## Reading a barrel reactor's growth profile backwards

Dilute SiHCl$_3$ in H$_2$ flows down the annulus between a cylindrical jar (700 K) and a conical susceptor (1400 K). The gap $h=h_0-sx$ is treated as planar. Conditions and data are made for the exercise: 200 slm (273.15 K, 1 atm), pressure 1 atm, mean gas temperature 1000 K, mid-span radius $r=20$ cm, tilt 2.0° ($s=0.0349$), scatter $\sigma=1\%$. The origin lies 20 cm past the leading edge.

| $x$ (cm) | 0 | 5 | 10 | 15 | 20 |
|---|---|---|---|---|---|
| $h$ (cm) | 2.000 | 1.825 | 1.651 | 1.476 | 1.302 |
| $G$ (µm/min) | 1.21 | 1.11 | 1.04 | 0.94 | 0.86 |

Wanted: the diffusivity $D$, the driving concentration, and the tilt for uniform growth.

### Model

Growth is transport-limited, and $C$ is the excess over a constant surface concentration. With $\eta=y/h$ measured from the susceptor and $q=Uh$ the flow per unit perimeter, $u=6\eta(1-\eta)\,q/h$. Streamlines keep $\eta$ constant, so $6\eta(1-\eta)(qh/D)\,\partial_xC=\partial_\eta^2C$. The slowest mode solves
$$\phi''+6\eta(1-\eta)\lambda\phi=0,\qquad\phi(0)=\phi'(1)=0,$$
with $\lambda=2.43$ (plug flow: $\pi^2/4=2.47$). Integration over $\eta$ gives the flux $J=\lambda DC_m/h$, where $C_m$ is the flow-weighted mean, and $q\,dC_m/dx=-J$. Without taper, $C_m\propto e^{-\lambda Dx/(Uh^2)}$.

**Predict:** with $dh=-s\,dx$, which plot is straight?

Since $d\ln C_m=(\lambda D/qs)\,d\ln h$,
$$G=G_0(h/h_0)^m,\qquad m=\frac{\lambda D}{qs}-1 .$$
Uniform growth needs $s^*=\lambda D/q=s(1+m)$.

### Inversion

**Predict:** the sign of $m$, and whether to tilt more or less.

Fit $\ln G$ against $X=\ln(h/h_0)$ by least squares. With $S_{XX}=\sum(X-\bar X)^2=0.115$ and $\sigma_m=\sigma/\sqrt{S_{XX}}$,
$$m=0.792\pm0.029,\qquad G_0=1.204\pm0.009\ \text{µm/min}.$$
Depletion outruns the narrowing, so more tilt is needed. The hot flow divided by $2\pi r$ is $q=97.1$ cm²/s, and
$$D=qs(1+m)/\lambda=2.50\pm0.04\ \text{cm}^2/\text{s},\qquad s^*=0.063\pm0.001 .$$
With silicon's approximate atom density $n_{\rm Si}=5.0\times10^{22}$ cm⁻³,
$$C_m(0)=\frac{G_0n_{\rm Si}h_0}{\lambda D}=(3.30\pm0.04)\times10^{16}\ \text{cm}^{-3},$$
a mole fraction of 0.45 %.

**Predict:** do the errors of $G_0$ and $D$ add in quadrature here?

No. Slope and intercept are positively correlated and enter as $G_0/(1+m)$, so the relative error is 1.1 % instead of 1.8 %.

### Uniqueness

The linear fit has one minimum, and $(G_0,m)$ maps one-to-one onto $(D,C_m(0))$ for $m>-1$. The data fix only $\lambda D/q$ and $\lambda DC_m(0)$.

**Predict:** what does a 10 % error in gas temperature spoil?

Because $q\propto T$, $D$ moves by 10 %, while $s^*$ and the mole fraction stay put. Thermal diffusion alters the flux by a fraction of order $\alpha_T\ln(1400/1000)\approx0.2$ for a typical $\alpha_T\approx0.7$. It scales like $D/h$ and hides in $D$, which is therefore an effective value.

### Neglected terms

- The next eigenvalue lies 21 higher. With the mean entry gap of 2.35 cm that mode fades, relative to the first, over $qh/(21D)=4.3$ cm, to about 1 % at $x=0$.
- The perimeter varies by ±1.7 %, shifting $m$ by under 0.003.
- Annular curvature raises $\lambda$ by a fraction of about $0.2h/r$. At $h=1.65$ cm this biases $m$ by $+0.02$, and correcting it lowers $D$ by 3 %.
- Buoyancy opposes the flow near the susceptor. For a linear temperature profile, $\Delta T=700$ K and a typical viscosity $\nu\approx8$ cm²/s, $g\,\Delta T\,h^3/(T\nu q)\approx4$. This lowers $\lambda$ by about 1 %, in proportion to $h^3$, and biases $m$ by $-0.04$. Correcting it raises $D$ by 4 %.

The last two are Rayleigh-quotient estimates with the trial mode $\sin(\pi\eta/2)$. A bias $\delta$ gives $s^*=s[1+m/(1-\delta)]$ for a pivot about mid-span, which keeps $q$, so either term moves $s^*$ by under 2 %. The model's optimal tilt is $\arctan s^*=3.6^\circ\pm0.1^\circ$. The inputs were chosen to reproduce the few degrees of tilt and roughly 1 µm/min typical of barrel reactors.